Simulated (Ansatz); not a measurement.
# Gate voltage and capacitance of a singly gated α-Ga₂S₃ ferroelectric monolayer, PBE-D3(BJ)

We calculate the gate voltage needed to put holes or electrons into an α-Ga₂S₃ ferroelectric monolayer facing one charged sheet across 6.5 Å of vacuum. The voltage is measured against that of the neutral layer. Since the neutral Fermi level lies at an arbitrary place in the gap, we use only voltage differences.

The design target is an idealised linear capacitor with the monolayer as one plate. Working with a single carrier type, it should run from 1 to 10 × 10¹³ carriers per cm². Its differential capacitance should be at least 1.5 μF/cm² in every step and should vary by no more than 3% over the range. These limits are our own choice. The yardstick is the bare vacuum gap, at 1.36 μF/cm².

## Systems and settings

Ansatz 0.2.0, plane-wave Kohn-Sham DFT with its default PAW datasets, PBE-D3(BJ), Coulomb interaction cut off along the normal. The layer is a polar sheet with five atoms per cell, not a slice of bulk α-Ga₂S₃, whose crystal is not layered. It is relaxed neutral (cell and atoms), then held. One charged sheet stands 6.5 Å outside the outermost atoms of the upper face, behind a model barrier of 10 eV placed 1.5 Å nearer; the layer holds the opposite charge. The two faces of a polar layer differ: here the one towards the gate has the higher work function when the layer is neutral. All rows are for this orientation. Mesh 48×48×1, Fermi-Dirac smearing of 0.026 eV, spin-paired, no spin-orbit coupling. The voltage is read from the planar potential behind the sheet against the layer's Fermi level.

Notes on method and selection:

- A vacuum gap of 6.5 Å alone has a capacitance of 1.36 μF/cm².
- The capacitance is the series of the electrostatic and the quantum capacitance; at few carriers the latter depends on mesh and smearing.
- The neutral layer's Kohn-Sham gap along the symmetry path is 1.77 eV, with the valence top between Γ and M and the conduction bottom at Γ.
- In a layer with a gap the smearing places the neutral Fermi level somewhere in the gap, so the zero of voltage is arbitrary and only the window between the branches counts.
- Densities at which electrons spill towards the barrier, and series whose voltage is not monotonic, are not listed.
- Runs in which the search for lower states was switched off are not listed.
- Work functions and vacuum levels are read from the electrostatic potential (Hartree and local ionic parts), which a warning of a rough exchange-correlation potential in thin density does not concern.
- The default PAW datasets of this version of Ansatz are the set soft_2.
- Runs that did not converge, have known faults or may not be shown are not listed, and runs on Ansatz's PAW sets soft_1 and soft_2 are kept to separate tables.

Columns:

- carrier density (10¹³ cm⁻²): electrons added per area, negative for holes.
- back work function (eV): work function of the face away from the gate.
- gate voltage (V): gate voltage less that of the neutral layer.
- capacitance (μF/cm²): differential capacitance e·Δn/ΔV from the previous row to this one.
- equivalent distance (Å): vacuum distance with that capacitance, ε₀/C.

## Table of results

| member | branch | carrier density (10¹³ cm⁻²) | back work function (eV) | gate voltage (V) | capacitance (μF/cm²) | equivalent distance (Å) |
| --- | --- | --- | --- | --- | --- | --- |
| −10 | holes | −10 | 5.378 | −11.168 | – | – |
| −6 | holes | −6 | 5.356 | −7.039 | 1.55 | 5.70 |
| −3 | holes | −3 | 5.334 | −3.954 | 1.56 | 5.68 |
| −1 | holes | −1 | 5.304 | −1.891 | 1.55 | 5.70 |
| +1 | electrons | 1 | 3.560 | 1.908 | – | – |
| +3 | electrons | 3 | 3.558 | 3.958 | 1.56 | 5.66 |
| +6 | electrons | 6 | 3.573 | 6.959 | 1.60 | 5.53 |
| +10 | electrons | 10 | 3.601 | 10.809 | 1.66 | 5.32 |

Least-squares fits to the whole series, with x = carrier density (10¹³ cm⁻²); R² and errors in the fitted variable (y, or ln y where the fit is in ln y):

| y | branch | members | fit | R² | rms residual | leave-one-out rms | the same for the mean of the others |
| --- | --- | --- | --- | --- | --- | --- | --- |
| gate voltage (V) | holes | 4 | y = −0.86007 + 1.0306 x | 1.00 | 0.0027 | 0.0061 | 4.7 |
| gate voltage (V) | electrons | 4 | y = 0.9676 + 0.9882 x | 1.00 | 0.046 | 0.12 | 4.5 |

## The trend and its physics

Within each branch the voltage rises almost in proportion to the carrier density. The hole branch needs 1.03 V per 10¹³ cm⁻² throughout. The electron branch starts at 2.050 / 2 = 1.03 V and ends at 3.850 / 4 = 0.96 V. The capacitance exceeds that of the vacuum gap everywhere in the table, by a factor of 1.55 / 1.36 = 1.14 for holes and up to 1.66 / 1.36 = 1.22 for electrons.

The reason is mainly electrostatic. The charge induced in the layer, which includes the polarisation of its filled states, is centred outside the outermost atoms, on the gate side. Between two rows, ΔV = eΔn·d/ε₀ − ΔW/e, where d is the distance from the gate to the centre of the added charge and W is the back work function. With e/ε₀ = 0.181 V/Å per 10¹³ cm⁻², and a fall of W by 5.378 − 5.356 = 0.022 eV, the step from −10 to −6 gives d = (4.129 − 0.022) / (4 × 0.181) = 5.67 Å. The charge centre is thus about 0.8 Å outside the atoms. The work-function term, which contains the band filling, is small: 0.074 V of the 9.277 V between −1 and −10.

For electrons d shrinks to (3.850 + 0.028) / (4 × 0.181) = 5.36 Å in the last step, so the added charge sits closer to the gate. This fits conduction electrons being drawn outwards by the field. Filling of a second band that reaches further out is another possibility.

Between −1 and +1 the voltage changes by 1.908 + 1.891 = 3.799 V. Of this, 5.304 − 3.560 = 1.744 V is the jump of the Fermi level across the gap, close to the Kohn-Sham gap of 1.77 eV. The rest, 3.799 − 1.744 = 2.055 V, charges the capacitor.

## Where the trend breaks

Largest departures from the fit to the whole series:

| member | branch | gate voltage (V) | fit | computed − fit | in rms residuals |
| --- | --- | --- | --- | --- | --- |
| −6 | holes | −7.039 | −7.044 | +0.005 | 1.7 |
| +6 | electrons | 6.959 | 6.897 | +0.062 | 1.4 |
| +1 | electrons | 1.908 | 1.956 | −0.048 | 1.0 |
| +10 | electrons | 10.809 | 10.850 | −0.041 | 0.9 |

The hole rows follow their straight line to within a few millivolts. The electron rows depart from theirs in a pattern: +1 and +10 lie below the line by 0.048 and 0.041 V, while +6 lies 0.062 V above it. This is the mark of a curve whose slope falls with density, so the step values describe this branch better than the single fitted slope.

The curvature is less secure than the hole line. It rests on +6 and +10, the two rows with a warning of a rough exchange-correlation potential in thin density. The voltage is read from the electrostatic potential, which the warning does not concern, but the charge density behind it was found with the full potential. At ±1 the band-filling part also depends on mesh and smearing. Further runs at +1 exist that are not tabled.

## Selection

Both branches pass the lower limit of 1.5 μF/cm² in every step. The limit on variation separates them. The hole capacitance stays between 1.55 and 1.56 μF/cm², a ratio of 1.56 / 1.55 = 1.006. The electron capacitance rises from 1.56 to 1.66 μF/cm², a ratio of 1.66 / 1.56 = 1.064, and fails over the full range.

In device units, 1 μF/cm² is 10 fF/μm², so the hole branch offers about 1.55 × 10 = 15.5 fF/μm². The charge moved between 1 and 10 × 10¹³ cm⁻² is 9 × 10¹³ × 1.602 × 10⁻¹⁹ C = 14.4 μC/cm². It takes 11.168 − 1.891 = 9.277 V with holes and 10.809 − 1.908 = 8.901 V with electrons.

There is no measured row to fix the error of the level. If PBE misplaced the induced charge by an assumed 0.1 Å, the capacitance would change by 0.1 / 5.70 = 0.018, or about 2%. The hole branch would still clear 1.5 μF/cm², and a constant shift would leave its linearity intact. The well-known underestimate of gaps by PBE affects the voltage between the branches far more than the slope within one.

**The pick is the hole branch, with the face of higher work function towards the gate.** The runner-up, in the same orientation, is the electron branch held to 6 × 10¹³ cm⁻², where the ratio is 1.60 / 1.56 = 1.026, within the limit but over a shorter range. Whether holes would also win with the layer turned over, the table cannot tell.

Two things could overturn the pick. One is a response of the atoms that changes the hole capacitance by more than 3% between low and high density, for instance through a reversal of the ferroelectric polarisation. The other is the voltage a real gate can stand. The field at the gate reaches 10 × 1.81 = 18.1 V/nm, against roughly 1 V/nm for breakdown of a solid oxide, and ionic gates usually tolerate only a few volts. Over the first step alone, holes need 2.063 V and electrons 2.050 V, so the choice of carrier hardly matters there. Even then the field in the vacuum gap reaches 3 × 1.81 = 5.43 V/nm, so a smaller swing does not by itself make the gate practical.

## Rules of thumb and their limits

These rules hold for the layer with its face of higher work function towards the gate. From 1 to 10 × 10¹³ carriers per cm², each further 10¹³ cm⁻² costs about 1 V across this gap, and the capacitance is 14 to 22% above that of the vacuum gap. Holes give the more linear capacitor. Turning the layer over brings a different face to the gate and may change both the capacitance and the order of the two carriers, so that orientation needs a series of its own.

Two omitted effects also matter. Letting the atoms follow the gate field would raise the capacitance; the linearity of the hole branch would suffer only if that rise changed with density. A better description of the gap would widen the voltage window between the branches by about as much as it widens the gap.
